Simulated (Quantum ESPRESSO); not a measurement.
# Net moment and magnetic energy of FeNi3 (Cu3Au-type) under biaxial strain at fixed z length, PBE

The usual rule of thumb is that stretching a 3d ferromagnet strengthens its magnetism, because weaker overlap between neighbours narrows the d bands. I test it here on ordered FeNi3, a relative of the soft magnetic nickel–iron alloys used in sensors and recording heads, where a film can be strained by its substrate. The x and y lengths are scaled from 0.940 to 1.060 of the given cell while z is held. I follow the net spin moment per magnetic atom, counting Fe and Ni alike, and the energy gained over a run without spin polarisation in the same strained cell. A real film would also relax along z, so these rows combine a change of shape with a larger change of volume than such a film would undergo.

## How the numbers were made

One system, FeNi3 (Cu3Au-type, Pm-3m), 4 atom(s) a primitive cell, from cells typed from measured lattice constants. Quantum ESPRESSO 7.5, plane waves with GBRV 1.5 PBE pseudopotentials, cutoff 544 eV, Fermi-Dirac smearing of 0.05 eV, k meshes whose coarsest spacing along a reciprocal vector is 0.18 to 0.19 1/Å over all runs (2π included). Functional: PBE, no Hubbard U; collinear spins, no spin-orbit coupling. Atoms stay at fixed fractions of the cell and the mesh divisions are held. In the given cell the shortest lattice vector along z is 3.553 Å long and the shortest in the xy plane 3.553 Å. At each point the moments on Fe, Ni are started parallel and without spin polarisation. Runs that did not converge or carry a known fault are not listed. The same in all rows: metal or insulator in the run from the parallel start, judged by its smearing entropy or density of states at the Fermi energy (a gap under a few smearing widths counts as a metal): metal.

Notes on method and selection:

- Each state is what a run reaches from typed starting moments; only a few collinear orders were started, so the lowest found need not be the ground state. Spin-orbit coupling is left out of these energies, which are free energies at the smearing width. A magnetic atom is one that was given a starting moment.
- Site moments count the spin inside each program's own atomic sphere, so they depend somewhat on its radius and leave out the spin between the spheres.
- Quantum ESPRESSO sets the radius of an element's spheres to about 0.41 of its shortest distance to a neighbour, so it changes from cell to cell and the site moment with it.
- A measured moment is set beside the table only where the run ends ferromagnetic and the measured order is ferromagnetic too.
- Runs that did not converge, have known faults or may not be shown are not listed, and runs on Ansatz's PAW sets soft_1 and soft_2 are kept to separate tables.

Columns:

- biaxial strain: factor on the x and y lengths of the cell, z held.
- moment (μB): largest site spin moment reached from the parallel start.
- magnetic distance (Å): shortest distance between magnetic atoms.
- net moment (μB): net spin moment of that run per magnetic atom.
- magnetic energy gain (meV): energy of the run without spin polarisation less that of the parallel start, per magnetic atom (positive: magnetism is favoured).
- energy (meV per atom): free energy of the run from the parallel start less that in the given cell, per atom of any kind (the energy–volume or strain-energy curve, whose curvature gives an elastic modulus).

Input lines of one member:

```
&SYSTEM
  ecutwfc = 40
  ecutrho = 280
  nbnd = 48
  occupations = 'smearing'
  smearing = 'fd'
  degauss = 0.00367493
  nspin = 2
  starting_magnetization(1) = 0.175
  starting_magnetization(2) = 0.0556
/
&ELECTRONS
  conv_thr = 8d-09
  mixing_beta = 0.3
/
K_POINTS automatic
10 10 10 0 0 0
```

Command (options for logging and memory left out): `pw.x -in pw.in`

## Table of results

| member | biaxial strain | moment (μB) | magnetic distance (Å) | net moment (μB) | magnetic energy gain (meV) | energy (meV per atom) |
| --- | --- | --- | --- | --- | --- | --- |
| 0.94 | 0.940 | 2.77 | 2.362 | 1.168 | 219.1 | 117.0 |
| 0.955 | 0.955 | 2.82 | 2.399 | 1.179 | 238.9 | 59.9 |
| 0.97 | 0.970 | 2.86 | 2.437 | 1.191 | 257.5 | 23.1 |
| 0.985 | 0.985 | 2.91 | 2.475 | 1.204 | 275.2 | 4.0 |
| 1 | 1.000 | 2.95 | 2.512 | 1.219 | 292.1 | 0.0 |
| 1.015 | 1.015 | 2.99 | 2.531 | 1.237 | 308.3 | 8.9 |
| 1.03 | 1.030 | 3.03 | 2.550 | ? | ? | ? |
| 1.045 | 1.045 | 3.07 | 2.570 | 1.263 | 339.1 | 59.3 |
| 1.06 | 1.060 | 3.10 | 2.589 | 1.272 | 353.6 | 98.0 |

Cells marked ? are withheld until the estimate has been made.

## Mechanism

The rule holds in every row shown, but much more strongly for the energy than for the moment. From 0.940 to 1.060 the net moment rises from 1.168 to 1.272 μB per magnetic atom, a factor of 1.272 / 1.168 = 1.09. The magnetic energy gain rises from 219.1 to 353.6 meV per magnetic atom, a factor of 353.6 / 219.1 = 1.61. Per percent of strain this is (353.6 − 219.1) / 12 = 11.2 meV.

I read the difference through the Stoner estimate $\Delta E \approx \tfrac{1}{4} m^2 (I - 1/N)$, where $m$ is the moment of an atom, $I$ the exchange parameter and $N$ an average density of d states per spin. Fe carries the largest moment and dominates the sum of squares. Its site moment grows from 2.77 to 3.10 μB, which gives (3.10 / 2.77)² = 1.25, well short of 1.61. Even that 1.25 is somewhat flattered, because the atomic sphere widens with the shortest neighbour distance. The remaining increase is what band narrowing should produce: $N$ rises, so the kinetic cost $1/N$ of moving electrons from one spin to the other falls, while $I$, largely an atomic property, changes little.

The moment itself has less room to grow. In a nickel-rich alloy of this kind the majority d states are nearly full, and the electron count then largely fixes the net moment.

The net moment does not climb evenly. Its steps from row to row grow from 0.011 μB at the compressed end to 0.018 μB between 1.000 and 1.015, and the last step, from 1.045 to 1.060, is only 0.009 μB. Majority states filling up would slow the rise in this way, but a change of a few thousandths of a μB could also come from the finite k mesh.

## Prediction

Plain estimates from the members shown:

- 1.03, straight-line interpolation between 1.015 and 1.045: w = (1.030 − 1.015) / (1.045 − 1.015) = 0.500, so 1.237 + 0.500 × (1.263 − 1.237) = 1.250 μB

The straight line between 1.015 and 1.045 gives 1.250 μB, but it ignores the bend in the curve. The step before this interval is 0.018 μB and the one after it 0.009 μB, so the rise is slowing and the midpoint should lie slightly above the chord. I therefore use the cubic through the two nearest rows on each side, which for equal spacing is

$$m(1.030) = \frac{4\,(1.237 + 1.263) - (1.219 + 1.272)}{6} = 1.2515\ \mu_\mathrm{B}.$$

The same formula applied to 0.985 gives (4 × (1.191 + 1.219) − (1.179 + 1.237)) / 6 = 1.204 μB, equal to the tabulated value. That is an easy test, since the curve is smooth there.

A harder one is to leave out 1.015 as well and pass a cubic through 0.985, 1.000, 1.045 and 1.060. At 1.015 this gives −0.3 × 1.204 + 1.0 × 1.219 + 0.5 × 1.263 − 0.2 × 1.272 = 1.235 μB, against 1.237 μB in the table. I take this miss of 0.002 μB as the standard deviation. It comes from a wider gap than the one I have to bridge, but from the part of the curve where the slope changes.

**Committed estimate, 1.03: net moment = 1.252 ± 0.002 μB.**

## Outcome

| member | biaxial strain | moment (μB) | magnetic distance (Å) | net moment (μB) | magnetic energy gain (meV) | energy (meV per atom) |
| --- | --- | --- | --- | --- | --- | --- |
| 1.03 | 1.030 | 3.03 | 2.550 | 1.252 | 324.0 | 29.2 |

| member | estimate | net moment (μB) | computed | estimate − computed | miss in error bars |
| --- | --- | --- | --- | --- | --- |
| 1.03 | committed | 1.252 | 1.252 | 0.000 | 0.0 |
| 1.03 | interpolation | 1.250 | 1.252 | −0.002 |  |

The estimate of 1.252 μB agrees with the computed net moment to the last printed digit. The straight line gave 1.250 μB, too low by 0.002 μB, which is just the width of my error bar, so the correction for curvature helped, but by a small amount.

What held is the argument that the rise was already slowing. The step from 1.015 to 1.030 is 1.252 − 1.237 = 0.015 μB, so from 1.000 upwards the successive steps are 0.018, 0.015, 0.011 and 0.009 μB. Such an orderly decrease looks more like a smooth bend than scatter in a single row. It is what I would expect if the majority d states are filling up, though an interpolation that succeeds only confirms the shape of the curve, not its cause.

The magnetic energy gain shows no matching bend. It rises by 324.0 − 308.3 = 15.7 meV per magnetic atom from 1.015 to 1.030 and by 339.1 − 324.0 = 15.1 meV from there to 1.045, in line with its slow decline in slope over the whole series. That is reasonable, because the energy is stationary with respect to the moment, and a shift of a few thousandths of a μB hardly changes it.

## Where the trend breaks

No row stands out. A least-squares line through all nine net moments rises by about 0.014 μB from one row to the next, and the largest departures from it are +0.004 μB at 1.030 and −0.003 μB at 1.060, against a total rise of 1.272 − 1.168 = 0.104 μB. They belong to the gentle S-shape of the curve, steepest between 1.000 and 1.015, and need no separate explanation.

## What to take away

Between 0.940 and 1.060, with z held, stretching raises both the net moment and the magnetic energy gain. At this spacing of rows, a missing net moment inside the range can be interpolated to about 0.002 μB.

For a device the magnetisation per volume matters more, and it goes the other way. With four atoms in a cell of 3.553³ = 44.85 Å³ and $\mu_0\mu_\mathrm{B}$ = 12.566 × 0.9274 = 11.65 T Å³ (4π times the Bohr magneton in units of 10⁻²³ A m²), the spin part is 11.65 × 4 × 1.219 / 44.85 = 1.27 T at 1.000. At 1.060 it is 11.65 × 4 × 1.272 / (44.85 × 1.060²) = 1.18 T. The volume grows faster than the moment.

The orbital moment, left out here, would add a small contribution, probably much the same in every row. Letting z relax would cancel roughly half of the volume change or more, and so weaken the response to strain.

[Logs are printed without paths, hosts, clocks, repeated set-up lines and the standing remarks that a program may print on its own settings, such as how far it seeks lower states.]
